One sulphur atom has been taken out of a tungsten disulphide crystal, and another sulphur atom jumps into the vacancy. The cell carries a charge of +2, so two electrons have been removed as well. A density-functional calculation follows the jump through seven snapshots, called images, from the relaxed start to the relaxed end. The path length is a combined distance that takes in the displacements of all atoms, not only that of the jumping one, and the energy is counted from image 0.

Climbing-image nudged elastic band for a sulphur jump into a vacancy in W₇S₁₃ (20-atom cell, charge +2 e, space group R3, conventional a = 8.328 Å, c = 19.111 Å), cell fixed. Ansatz 0.2.0, plane-wave PAW density functional theory, PBEsol, scalar-relativistic, no spin polarisation; cutoff 420 eV, 3×3×3 k mesh, Gaussian smearing of 0.05 eV; free energies.

| image number | image path length (Å) | image energy (eV over image 0) |
| --- | --- | --- |
| 0 | 0.000 | 0.000 |
| 1 | 0.613 | 0.363 |
| 2 | 1.226 | 1.220 |
| 3 | 1.839 | 2.667 |
| 4 | 2.458 | 1.216 |
| 5 | 3.077 | 0.348 |
| 6 | 3.696 | -0.019 |

**(a) Which way does the sulphur atom go, and what makes the passage costly?**

*Solution.* The jump is 3.133 Å long. That alone doesn't settle the direction, because sulphur neighbours within one face of a layer are almost equally far apart. The forces at image 3 do: they keep a threefold axis, which a sideways jump would destroy. The atom therefore moves along the normal of the layer, from one sulphur face through the tungsten plane to the vacancy in the opposite face.

On its way it passes through the middle of a triangle of three tungsten atoms. The size of this opening follows from the crystal. The conventional cell edge spans $\sqrt7$ spacings of the tungsten lattice, and the centre of a triangle lies $1/\sqrt3$ of a spacing from its corners:

$$r=\frac{8.328\ \text{Å}}{\sqrt7\,\sqrt3}=1.817\ \text{Å}.$$

At the start the sulphur atom sits half a jump away from the plane, so its distance from the same three tungsten atoms is

$$d=\sqrt{r^2+(3.133\ \text{Å}/2)^2}=2.399\ \text{Å}.$$

This is an ordinary W–S bond length. If the tungsten atoms stayed where they are, all three bonds would be about 24 % shorter in the plane than at the start.

The sulphur atom thus has three tungsten neighbours before, during and after the crossing. It is the tip of a flat pyramid that turns inside out, much as ammonia does. In ammonia the hydrogen atoms are free to move outwards as the pyramid flattens, whereas here each tungsten atom is held by its other sulphur neighbours. On this argument much of the barrier is the price of making room: the triangle must be forced open, and as far as it doesn't give way, the three bonds are squeezed.

The calculation shows how much the surroundings help. It began with a band in which every atom moves straight from its first to its last position, and the top of that band lies at 15.73 eV. Relaxation brings it down to 2.667 eV, about 17 % of that height. How far the surroundings can give way therefore matters greatly for the height of this barrier.

**(b) Why does each step towards the top cost more than the one before?**

*Solution.* The start is a relaxed structure, so no force acts there and the energy must begin to rise as the square of the displacement. In a rigid frame this steepening would not last. Close to the plane the sulphur atom moves almost at right angles to its bonds, and their lengths hardly change any more. In the straight band the last step up is indeed smaller than the one before it.

In the relaxed band the steps keep growing: 0.363, 0.857 and 1.447 eV. A frame that gives way behaves like a spring being loaded, and each further bit of opening costs more than the last. That suits the early part of the climb, but not its end. If the bonds kept their length, the triangle would open quickly at first and hardly at all close to the plane, so the climb should slacken there, as it does in the straight band. The large last step probably has a further cause, and the shape of the summit will give a hint of it.

The simplest model carries the quadratic rise all the way up. With $s$ the path length from the start, $s_3$ its value at image 3 and $E_3$ the energy there,

$$E(s)=E_3\left(\frac{s}{s_3}\right)^2 .$$

A second parabola rises from the other end to the same top. For image 2, which was not used to set the curve, this gives $2.667\times(1.226/1.839)^2=1.185$ eV, against 1.220 eV in the table.

The two parabolas take only the end energies and the top from the calculation, and they meet the four images on the flanks to about 0.05 eV (root mean square). A single cosine hump of the same height misses them by about 0.6 eV, as the printed analysis after this text shows. The parabolas run slightly low at all four images, because the wells are stiffer near their bottoms than the curves assume.

At the top itself the model fails. Two parabolas meet there in a sharp edge, with a slope of 2.9 eV/Å on the left side. Image 3 was driven uphill along the band until its forces nearly vanished; taken over all atoms together, only about 0.06 eV/Å is left. A flat summit is what this method looks for, and it found one, but the rounding is confined to less than one image spacing on either side. Both the large last step and the quick turn would follow if a filled and an empty electron level came together near the plane. Off the plane the two could mix, which would push the filled one down and let the energy fall steeply on either side. The output for image 3 fits this picture: the bands that the electrons should just fill and the next ones overlap there by about 0.01 eV. Images 1 and 2 of the first straight band fit it too: their smearing entropy is practically zero, so they still had a gap on the mesh of $k$ points. This is a hint and no proof, however. The run carries a general warning that the cell is metallic, but in the relaxed band the occupation is recorded only for image 3. The levels at the neighbouring relaxed images would be the test.

**(c) Why are the two sides nearly alike, and what does the barrier mean for a WS₂ transistor channel?**

*Solution.* A single layer of WS₂ has a mirror in its tungsten plane. The mirror turns a vacancy in one face into a vacancy in the other, so for an isolated layer the way up and the way down would be identical. In this crystal the layers are stacked so that the two faces see different surroundings, and the ends may differ in energy. The weak contact between layers makes that difference small.

The table agrees: image 6 lies only 0.019 eV below image 0, while the barrier is more than a hundred times higher. With so coarse a mesh of $k$ points and so small a cell, even the sign of this difference is not secure. Images 2 and 4 differ by 0.004 eV, hardly more than they still moved in the last round of the relaxation.

For a channel material the question is whether a vacancy can change faces while the device is in use. If the atom tries $10^{13}$ times a second, an assumed typical rate, one success a second requires

$$T=\frac{E_3}{k_\mathrm{B}\ln 10^{13}}\approx\frac{2.667\ \text{eV}}{8.6\times10^{-5}\ \text{eV/K}\times 30}\approx 1000\ \text{K}.$$

Along this path the vacancy is frozen in its face at room temperature.

That verdict holds for a cell with two electrons removed and for a path that stays on the threefold axis. The run doesn't show whether the missing electrons come from the vacancy alone or partly from the bands of the whole crystal. Sulphur vacancies in WS₂ are usually found neutral or negative, and their barrier may be different. A detour off the axis, or a spin-polarised state at the top, was not tried, and either could lower the barrier. Nor was it checked whether the energy at the top also falls away sideways, in which case this symmetric path gives too high a barrier. The cell is also small and fixed in shape, which can hinder the triangle from opening, and no correction for the repeated charges is listed. The PAW datasets were made for PBE and not for PBEsol, and zero-point motion is left out. The height itself is therefore uncertain. The result also says nothing about vacancies that wander within one face.

Output of the analysis:

```
Converged band and two shapes scaled to its top:
  row  step in eV  mean slope in eV/A  two parabolas in eV  parabola miss in eV  cosine in eV  cosine miss in eV
    0         n/a                 n/a                    0                    0             0                  0
    1       0.363              0.5922               0.2963             -0.06667        0.6667             0.3037
    2       0.857               1.398                1.185             -0.03467             2             0.7802
    3       1.447               2.361                2.667                    0         2.667                  0
    4      -1.451              -2.344                1.175             -0.04122         1.995             0.7795
    5      -0.868              -1.402               0.2794             -0.06856        0.6525             0.3045
    6      -0.367             -0.5929               -0.019                    0        -0.019                  0
First straight band and rigid frame:
  row  straight band in eV  lowering by relaxation in eV  straight share of top  relaxed share of top  rigid W-S distance in A
    0                    0                             0                      0                     0                    2.399
    1                2.195                         1.832                 0.1395                0.1361                    2.096
    2                9.296                         8.076                 0.5909                0.4574                    1.891
    3                15.73                         13.07                      1                     1                    1.817
    4                9.292                         8.076                 0.5906                0.4559                    1.891
    5                2.197                         1.849                 0.1397                0.1305                    2.096
    6              -0.0187                        0.0003              -0.001189             -0.007124                    2.399
rms miss of two parabolas on the four flank images, eV: 0.05488
rms miss of cosine hump on the four flank images, eV: 0.5919
slope of the left parabola at the top, eV/A: 2.9
computed force at image 3, all atoms together, eV/A: 0.06181
force constant from image 1, eV/A2: 1.932
force constant from image 3, eV/A2: 1.577
relaxed barrier as percentage of straight-band barrier, %: 16.95
shortening of W-S distance at the centre of a rigid triangle, %: 24.26
backward barrier, eV: 2.686
image 5 less image 1, eV, then the linear ramp in the next line: -0.015
linear ramp between images 1 and 5, eV: -0.01267
image 4 less image 2, eV, then the linear ramp in the next line: -0.004
linear ramp between images 2 and 4, eV: -0.006333
path length of all atoms over the jump length of sulphur: 1.18
rough temperature for one hop a second at an assumed attempt rate of ten to the 13 a second, K: 1034
```
